**Yb³⁺ core levels against configuration: screening model and forecasts of two withheld rows**

The table holds 4s and 4d eigenvalues, their separation, their mean radii and the radius at density 0.001 for nine imposed configurations of Yb³⁺, from spherical all-electron Kohn-Sham calculations (ld1.x 7.5, PBE, scalar-relativistic, no spin polarisation). The program fits the seven known rows to a five-constant interpolation in the number of promoted 4f electrons and their destination shell, and fits the outer radius of the five known rows with 6p to a logarithm of the 6p occupation; the 6s contributions are guessed by scaling with 5s/5p ratios. The output shows that a 6p→5d swap lifts both levels by 4.5 to 5.0 eV per electron, while the separation follows the 4f count and changes by under 0.03 eV. Both withheld rows fall within 0.4 of their error bars, with level misses of about −0.10 eV for 5d²6p⁰·⁵ and +0.26 eV for the row with 6s.

Spherical all-electron Kohn-Sham calculations for the Yb³⁺ ion (Z = 70) with Quantum ESPRESSO 7.5 (ld1.x), using the PBE functional. All runs are scalar-relativistic and spin-unpolarised, with a point nucleus. Eigenvalues are negative for bound levels.

## Numerical check

```python
# Table: Yb3+ spherical all-electron Kohn-Sham atom (QE ld1.x 7.5, PBE, scalar-relativistic, no spin):
# 4s/4d eigenvalues, gap, mean radii, radius at density 0.001 for imposed configurations.
# Tested: screening model in q=13-n(4f) and destination shell; log tail law; forecasts of withheld rows.
T = {
    'configuration': ['[Xe] 4f12 5d1', '[Xe] 4f12.5 5d0.5', '[Xe] 4f12.5 6p0.5', '[Xe] 4f10.5 6p2.5', '[Xe] 4f10.5 5d2 6p0.5', '[Xe] 4f10.5 5d1 6s1 6p0.5', '[Xe] 4f10.5 5d1 6p1.5', '[Xe] 4f12 6p1', '[Xe] 4f10 5d1 6p2'],
    'eigenvalue_4s': [-503.42, -498.75, -500.99, -530.8, -520.9, -524.51, -525.81, -508.03, -533.78],  # eV
    'eigenvalue_4d': [-220.44, -216.04, -218.29, -246.88, -236.96, -240.59, -241.88, -225.07, -249.47],  # eV
    'mean_radius_4s': [0.48696, 0.48727, 0.48728, 0.48582, 0.48581, 0.48581, 0.48581, 0.48698, 0.48535],  # bohr
    'mean_radius_4d': [0.5564, 0.55759, 0.55764, 0.55228, 0.55228, 0.5523, 0.55229, 0.55648, 0.55071],  # bohr
    'gap': [282.9837, 282.7168, 282.7023, 283.9227, 283.9415, 283.9286, 283.9315, 282.9595, 284.3061],  # eV
    'radius_at_density_0_001': [3.3189, 3.2151, 3.7691, 4.5578, 3.8804, 4.1307, 4.3782, 4.2344, 4.4624],  # bohr
}
HELD = [4, 5]  # rows withheld from the fit
import re
import numpy as np
from scipy.constants import physical_constants as pc
Ha = pc['Hartree energy in eV'][0]
cf = T['configuration']; N = len(cf)
occ = [dict((a, float(b)) for a, b in re.findall(r'(\d[spdf])([\d.]+)', c)) for c in cf]
nf, nd, ns, npp = (np.array([o.get(k, 0.0) for o in occ]) for k in ('4f', '5d', '6s', '6p'))
q = 13 - nf
K = [i for i in range(N) if i not in HELD]
col = lambda k: np.array([np.nan if v is None else v for v in T[k]], float)
# typed from the further outputs of the known run 4f10.5 5d1 6p1.5 (1/bohr, bohr, eV)
u5s, u5p, u5d, u6p = 1.174168, 1.008092, 0.7298527, 0.4043181
r5s, r5p, e6p = 1.135964, 1.300557, -22.59371
lam = u6p*(u5s/u5p - 1)/(u5d - u6p); dlam = 0.15
bare = (u5d - u6p)*Ha
print(f"guessed 6s fraction lambda={lam:.3f}+-{dlam}; bare <1/r> 6p->5d swap {bare:.2f} eV")
x = nd + lam*ns
A = np.c_[np.ones(N), q, q**2, x, x*q]
pairs = [(i, j) for i in K for j in K if q[i] == q[j] and nd[i] > 0 and nd[j] == 0]
print("known rows", K, "; swap pairs at q =", [float(q[i]) for i, j in pairs])
cols = [('eigenvalue_4s', 'eV', 5e-3, 2), ('eigenvalue_4d', 'eV', 5e-3, 2), ('gap', 'eV', 5e-5, 4),
        ('mean_radius_4s', 'bohr', 5e-6, 5), ('mean_radius_4d', 'bohr', 5e-6, 5)]
fc = []; RT = {}
for k, u, fl, d in cols:
    y = col(k); c = np.linalg.lstsq(A[K], y[K], rcond=None)[0]
    res = y[K] - A[K] @ c; mx = abs(res).max()
    rt = np.array([(y[i] - y[j])/nd[i] for i, j in pairs]); RT[k] = rt
    print(f"{k} [{u}] c0,c1,c2,d0,d1:", ' '.join(f"{v:.6g}" for v in c))
    print(f"  resid", ' '.join(f"{v:+.{d+1}f}" for v in res), f"worst row {K[int(abs(res).argmax())]} floor {fl:g}")
    print(f"  6p->5d swap per electron:", ' '.join(f"{v:+.{d}f}" for v in rt))
    sb = dlam*abs(rt).max() if k.startswith('eigen') else 2*abs(rt).max()
    for h in HELD:
        bar = mx + fl + max(nd[h] - 1, 0)*np.ptp(rt) + ns[h]*sb
        fc.append((h, k, u, d, A[h] @ c, bar, y[h]))
e4s, e4d, g, R = col('eigenvalue_4s'), col('eigenvalue_4d'), col('gap'), col('radius_at_density_0_001')
print(f"computed/bare swap at q=2.5: {RT['eigenvalue_4s'][-1]/bare:.2f}")
qs = sorted(set(q[K])); gm = np.array([np.mean([g[i] for i in K if q[i] == v]) for v in qs])
print("mean gap eV at q", [float(v) for v in qs], np.round(gm, 3), "slopes/e", np.round(np.diff(gm)/np.diff(qs), 3))
a, b = max(K, key=lambda i: e4s[i]), min(K, key=lambda i: e4s[i])
print(f"row {a}->{b}: 4s {e4s[b]-e4s[a]:.2f}, 4d {e4d[b]-e4d[a]:.2f}, gap {g[b]-g[a]:+.3f} eV"
      f" = {100*(g[b]-g[a])/abs(e4s[b]-e4s[a]):.1f}% of 4s shift")
print(f"corr(gap,q)={np.corrcoef(g[K], q[K])[0,1]:.3f}; corr(gap,R)={np.corrcoef(g[K], R[K])[0,1]:.3f}")
P = sorted([i for i in K if npp[i] > 0], key=lambda i: npp[i])
b1, a1 = np.polyfit(np.log(npp[P]), R[P], 1); rr = R[P] - a1 - b1*np.log(npp[P])
print(f"R=a+b ln n6p: a={a1:.3f} b={b1:.3f} bohr; 1/(2 kappa)={0.5/np.sqrt(-2*e6p/Ha):.3f} bohr")
print("  n6p", npp[P], "resid bohr", np.round(rr, 3), "floor 5e-05")
print("  no 6p (log law undefined): R =", [(i, float(R[i])) for i in K if npp[i] == 0])
s = r5s/r5p; w = s**(R[P].mean()/b1 - 3); dw = 0.25
print(f"guessed 6s tail weight w={w:.2f}+-{dw} (s={s:.3f})")
for h in HELD:
    ne = npp[h] + w*ns[h]
    fc.append((h, 'R(0.001)', 'bohr', 3, a1 + b1*np.log(ne), np.hypot(2*abs(rr).max(), b1*dw*ns[h]/ne), R[h]))
for h in HELD:
    print("withheld row", h, cf[h])
    for hh, k, u, d, p, bar, t in fc:
        if hh == h:
            print(f"  {k}: pred {p:.{d}f}+-{bar:.{d}f} {u}; computed {t:.{d}f}; miss {t-p:+.{d}f} ({(t-p)/bar:+.2f} bars)")
    j = [i for i in K if q[i] == q[h] and nd[i] == 1][0]
    print(f"  vs row {j}: 4s {e4s[h]-e4s[j]:+.2f} eV = {(e4s[h]-e4s[j])/RT['eigenvalue_4s'][-1]:.3f} of first swap;"
          f" gap {g[h]-g[j]:+.4f} eV; R {R[h]-R[j]:+.3f} bohr")
assert np.all(np.diff(gm) > 0)
assert np.all(RT['eigenvalue_4s'] > 0) and np.all(RT['eigenvalue_4s'] < bare)
assert np.all(abs(RT['gap']) < 0.02*RT['eigenvalue_4s'])
assert np.all(np.diff(R[P]) > 0)
```

Printed output:

```
guessed 6s fraction lambda=0.205+-0.15; bare <1/r> 6p->5d swap 8.86 eV
known rows [0, 1, 2, 3, 6, 7, 8] ; swap pairs at q = [1.0, 0.5, 2.5]
eigenvalue_4s [eV] c0,c1,c2,d0,d1: -494.201 -13.3027 -0.534372 4.35312 0.25895
  resid +0.006 -0.005 -0.004 -0.002 -0.013 +0.008 +0.009 worst row 6 floor 0.005
  6p->5d swap per electron: +4.61 +4.48 +4.99
eigenvalue_4d [eV] c0,c1,c2,d0,d1: -211.731 -12.874 -0.473889 4.3782 0.253385
  resid +0.007 -0.006 -0.004 -0.002 -0.014 +0.009 +0.010 worst row 6 floor 0.005
  6p->5d swap per electron: +4.63 +4.50 +5.00
gap [eV] c0,c1,c2,d0,d1: 282.474 0.424888 0.0618199 0.0345785 -0.0107813
  resid -0.00065 +0.00046 +0.00056 +0.00026 +0.00144 -0.00105 -0.00102 worst row 6 floor 5e-05
  6p->5d swap per electron: +0.0242 +0.0290 +0.0088
mean_radius_4s [bohr] c0,c1,c2,d0,d1: 0.487544 -0.000484153 -8.21012e-05 -2.57307e-05 7.07088e-06
  resid +0.000001 -0.000000 -0.000001 -0.000001 -0.000002 +0.000002 +0.000002 worst row 6 floor 5e-06
  6p->5d swap per electron: -0.00002 -0.00002 -0.00001
mean_radius_4d [bohr] c0,c1,c2,d0,d1: 0.558702 -0.00200246 -0.000226304 -0.000137192 6.12126e-05
  resid +0.000003 -0.000001 -0.000004 -0.000002 -0.000007 +0.000007 +0.000005 worst row 6 floor 5e-06
  6p->5d swap per electron: -0.00008 -0.00010 +0.00001
computed/bare swap at q=2.5: 0.56
mean gap eV at q [0.5, 1.0, 2.5, 3.0] [282.71  282.972 283.927 284.306] slopes/e [0.524 0.637 0.758]
row 1->8: 4s -35.03, 4d -33.43, gap +1.589 eV = 4.5% of 4s shift
corr(gap,q)=0.999; corr(gap,R)=0.800
R=a+b ln n6p: a=4.154 b=0.479 bohr; 1/(2 kappa)=0.388 bohr
  n6p [0.5 1.  1.5 2.  2.5] resid bohr [-0.052  0.081  0.03  -0.024 -0.035] floor 5e-05
  no 6p (log law undefined): R = [(0, 3.3189), (1, 3.2151)]
guessed 6s tail weight w=0.45+-0.25 (s=0.873)
withheld row 4 [Xe] 4f10.5 5d2 6p0.5
  eigenvalue_4s: pred -520.80+-0.53 eV; computed -520.90; miss -0.10 (-0.20 bars)
  eigenvalue_4d: pred -236.85+-0.52 eV; computed -236.96; miss -0.11 (-0.20 bars)
  gap: pred 283.9377+-0.0217 eV; computed 283.9415; miss +0.0038 (+0.18 bars)
  mean_radius_4s: pred 0.48580+-0.00002 bohr; computed 0.48581; miss +0.00001 (+0.32 bars)
  mean_radius_4d: pred 0.55231+-0.00012 bohr; computed 0.55228; miss -0.00003 (-0.27 bars)
  R(0.001): pred 3.821+-0.161 bohr; computed 3.880; miss +0.059 (+0.37 bars)
  vs row 6: 4s +4.91 eV = 0.984 of first swap; gap +0.0100 eV; R -0.498 bohr
withheld row 5 [Xe] 4f10.5 5d1 6s1 6p0.5
  eigenvalue_4s: pred -524.77+-0.77 eV; computed -524.51; miss +0.26 (+0.34 bars)
  eigenvalue_4d: pred -240.84+-0.77 eV; computed -240.59; miss +0.25 (+0.33 bars)
  gap: pred 283.9316+-0.0595 eV; computed 283.9286; miss -0.0030 (-0.05 bars)
  mean_radius_4s: pred 0.48581+-0.00005 bohr; computed 0.48581; miss -0.00000 (-0.02 bars)
  mean_radius_4d: pred 0.55230+-0.00021 bohr; computed 0.55230; miss -0.00000 (-0.00 bars)
  R(0.001): pred 4.128+-0.205 bohr; computed 4.131; miss +0.002 (+0.01 bars)
  vs row 6: 4s +1.30 eV = 0.261 of first swap; gap -0.0029 eV; R -0.247 bohr
```
